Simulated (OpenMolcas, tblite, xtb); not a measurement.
## AlGeH4Cl (SMILES [Cl][AlH][GeH3]): methods side by side

AlGeH4Cl: 7 atoms, total charge 0, spin state singlet. SMILES: `[Cl][AlH][GeH3]`. The coordinates come from a PBE0-D4/def2-TZVP relaxation.

Quantity: the HOMO–LUMO gap, in eV. The values are calculated.

```
          level            kind     program  value (eV)   CPU time
       GFN2-xTB  semi-empirical         xtb        4.02  under 2 s
      IPEA1-xTB  semi-empirical      tblite        4.69  under 2 s
    HF/def2-SVP    Hartree–Fock  OpenMolcas       11.21       12 s
 SVWN5/def2-SVP             LDA  OpenMolcas        3.87       25 s
  BLYP/def2-SVP             GGA  OpenMolcas        3.98       37 s
r2SCAN/def2-SVP        meta-GGA  OpenMolcas        4.51       45 s
 BHLYP/def2-SVP   global hybrid  OpenMolcas        7.63       30 s
B2PLYP/def2-SVP   double hybrid  OpenMolcas        7.83       23 s
```

All-electron rows without a relativistic Hamiltonian named are non-relativistic. The values span 3.87 to 11.21 eV. Orbital gaps aren't excitation energies, and those of double hybrids come from the SCF part alone; they tend to grow with the share of exact exchange. Times are those of the runs behind each value, whatever else they computed, on shared processors of several kinds: orders of magnitude only.

The gap depends mainly on how each method treats exchange. LDA and BLYP nearly coincide at 3.87 and 3.98 eV, so gradient corrections matter little here, while r2SCAN opens the gap modestly to 4.51 eV. The jump comes with nonlocal exchange: in Hartree–Fock an occupied orbital is freed from its own repulsion, whereas an empty one feels all the electrons and is pushed up, giving 11.21 eV. BHLYP and B2PLYP lie close together in between because they mix in similar, large fractions of this exchange. The tight-binding gaps fall near the semilocal ones, which probably reflects their parametrisation rather than equivalent physics.

Chemically, the frontier pair probably consists of the Al–Ge σ bond, raised by two electropositive partners, and the formally vacant p orbital on three-coordinate aluminium, partly destabilised by chlorine lone-pair donation. That would fit an electrophilic aluminium centre, but gaps alone can't confirm the orbital assignment. Nor does the spread measure uncertainty in a single observable; judging the fundamental gap would require the ionisation energy and electron affinity.
